Relaxed plane spacings of an eight-plane HfN (111) slab, computed with Ansatz 0.2.0 using PBEsol, PAW and plane waves to 420 eV, without spin polarisation. The k mesh is 12×12×1, with Gaussian smearing of 0.1 eV and a dipole correction. Planes are numbered from the bottom (Hf) to the top (N), all atoms are relaxed, and changes are relative to the bulk spacing.

```tsv
row	relaxed plane number	relaxed plane spacing to next (Å)	relaxed plane spacing change (Å)
1	1	1.269	-0.030
2	2	1.257	-0.043
3	3	1.348	0.049
4	4	1.306	0.007
5	5	1.191	-0.109
6	6	1.634	0.335
7	7	0.789	-0.511
8	8	n/a	n/a
```

The spacing under the nitrogen face of this HfN slab shrinks by about 40%, the one beneath it opens by a quarter, and the spacing at the hafnium face shrinks by only 2%. Planes are numbered from the bottom, odd ones hafnium and even ones nitrogen, and each row gives the distance to the next plane up. The spacing change is measured against the bulk value of 1.30 Å. Both faces were made by the same cut, which takes three of the six Hf–N bonds from each end atom. Why, then, does one face relax so strongly and the other hardly at all?

The tempting answer is that an atom which has lost neighbours pulls the remaining ones closer. This can be turned into an estimate. Let the strength of an Hf–N bond fall with its length $r$ as $e^{-r/b}$, where $b$ is roughly 0.37 Å, a customary empirical value. An atom left with half its bonds regains its full sum of bond strength if each remaining bond becomes twice as strong, that is, if each shortens by $b\ln 2$. From the bulk length of 2.25 Å this gives

$$r = 2.251 - 0.37\times 0.693 \approx 1.99\ \text{Å}.$$

Neighbouring planes are shifted sideways against each other, so a bond is the slanted side of a right triangle. Its upright side is the plane spacing $d$, and its level side is $\sqrt2$ times the bulk spacing, or 1.84 Å. Hence

$$d = \sqrt{1.994^2 - 1.837^2} \approx 0.78\ \text{Å}.$$

The calculation gives 0.789 Å for row 7. The constant $b$ comes from outside the table, so this row had no part in setting the estimate. Agreement this close should still not be taken at face value, since a slightly different $b$ would move the result by a few hundredths of an ångström.

The other end of the slab is the control. The hafnium atom in plane 1 has also kept three bonds out of six, so the same rule predicts the same contraction there, about 0.52 Å. The calculated contraction is 0.030 Å. By the same measure of bond strength, the end nitrogen atom recovers nearly all of its bulk sum, while the end hafnium atom stays at about half. Loss of neighbours may well be part of the story at the nitrogen face, but it does not explain why the faces differ.

A second explanation starts from charge. If hafnium planes are positive and nitrogen planes equally negative, the stack resembles a row of capacitors, and the field pushes every hafnium plane up and every nitrogen plane down with equal force. Suppose that equal springs join neighbouring planes. The two forces within each pair, counted from the bottom, then cancel outside it, so rows 1, 3, 5 and 7 should shrink equally and the spacings between pairs should stay as they were.

The table does not look like that. Fitting one common contraction for those four rows, and no change for the other three, gives $0.15 \pm 0.11$ Å (standard error) and misses row 7 by 0.36 Å, although that row was part of the fit. Row 3 even grows, and the large opening in row 6 lies between two pairs, where this picture allows no change. A uniform push through the whole slab is therefore not what shapes the relaxation. The printed analysis after this text gives the fit, the estimates for the two faces, and the bond lengths and starting forces row by row.

The forces before any atom has moved show where the difference begins. With all planes still at their bulk spacing, the end nitrogen atom is pulled inward by 5.1 eV/Å and the end hafnium atom by only 0.47 eV/Å, a ratio of eleven. The uniform field would make these two forces equal, and the bond-count rule gives no reason for them to differ. The asymmetry is thus already there in the freshly cut slab, and the movement of the atoms follows from it.

The same forces help with the opening in row 6. The hafnium atom in plane 7 is pushed outward by 6.8 eV/Å, more than the nitrogen atom above it is pulled inward, so the outer pair as a whole is driven away from the slab. After relaxation this hafnium atom has risen by 0.21 Å and the outer nitrogen atom has sunk by 0.30 Å, both relative to plane 1. The contraction is therefore a meeting of two planes rather than the sinking of one.

What remains is an explanation that treats the two elements differently, and here chemistry has to argue where the numbers only point. Hafnium in HfN keeps some of its d electrons, and each atom in its plane has hafnium neighbours at 3.18 Å, close to the distance in hafnium metal. At the hafnium face these electrons can strengthen metallic bonds within the plane, so the end atom should have less need to move closer to the nitrogen behind it. Nitrogen atoms at the same distance from one another are much too far apart to bond. A nitrogen atom at the surface has to fill its 2p shell mainly through the hafnium beneath it, and so it should bind that hafnium harder. This is what chemistry leads one to expect; the charge density and the orbitals, which could test it, were not examined.

The same argument would account for the opening below. A hafnium atom that gives more of its bonding electrons to the nitrogen above has less to offer the nitrogen underneath, so a short, strong bond on one side goes with a long, weak one on the other. The calculated Hf–N lengths are 2.00 Å above plane 7 and 2.46 Å below it. The trade is not an even one, though: by the measure used above, the short bonds gain more strength than the long ones lose.

Electrostatics may still act locally at the nitrogen face. Moving negative nitrogen inward and positive hafnium outward reduces the dipole of the slab, which falls to a little under half its starting value. The work function, the energy needed to take an electron out through a face, drops by 2.0 eV at the nitrogen face and by only about 0.02 eV at the hafnium face. Stronger bonding and a smaller dipole call for the same movement, so these results cannot tell how much of the pull belongs to each.

The contrast between the faces is far larger than the irregular changes in rows 2 to 5, but its exact size is less certain. Row 5 still contracts by 8%, so this slab has no clear bulk-like interior, and a thicker one could shift the values. The small surface cell, with its threefold symmetry kept, lets the atoms move only along the normal, whereas a real polar face may rearrange sideways or lose atoms. Spin was left out, which could matter most at a nitrogen face with a partly empty 2p shell, and so was spin-orbit coupling. The run also warned that the exchange-correlation potential is rough where the electron density is thin, and the effect of this on the results, work functions included, was not tested. The two ends of this slab are two different surfaces, and the relaxation found at one says little about the other.

The analysis program printed:

```
Planes from Hf face to N face:
  row  spacing change in percent  Hf-N length to next plane in A  starting force in eV/A  starting squeeze on spacing in eV/A
    1                     -2.309                           2.233                  0.4664                               0.4664
    2                     -3.309                           2.226                  0.1114                               0.5778
    3                      3.771                           2.279                 -0.9331                              -0.3553
    4                     0.5387                           2.254                  0.0773                               -0.278
    5                     -8.388                            2.19                  0.1255                              -0.1525
    6                      25.78                           2.459                  -1.513                               -1.666
    7                     -39.32                               2                    6.79                                5.124
    8                        n/a                             n/a                  -5.124                             -6.1e-05
Unrelaxed spacing, A: 1.299
Unrelaxed Hf-N length, A: 2.251
Hf-Hf distance within a plane, A: 3.183
Bond-count rule, Hf-N length at either face, A: 1.994
Bond-count rule, spacing change at either face, A: -0.5249
Rule less computed change at N face, A: -0.01393
Rule less computed change at Hf face, A: -0.4949
Bond sum of N8 relative to bulk: 0.9848
Bond sum of Hf7 relative to bulk: 1.269
Bond sum of Hf1 relative to bulk: 0.5241
fit of relaxed_plane_spacing_change on 7 rows: coefficient of odd -0.1502 +/- 0.11; rms 0.207, worst 7 0.361, leave-one-out rms 0.252
Mean change of the other three Hf-N pairs (rows 1 3 5), A: -0.03
Shift of Hf7 relative to Hf1, A: 0.209
Shift of N8 relative to Hf1, A: -0.302
Starting squeeze at N face over that at Hf face: 10.99
Fall of work function at N face, eV: 2.025
Fall of work function at Hf face, eV: 0.02219
Dipole left after relaxation, percent: 45.51
```
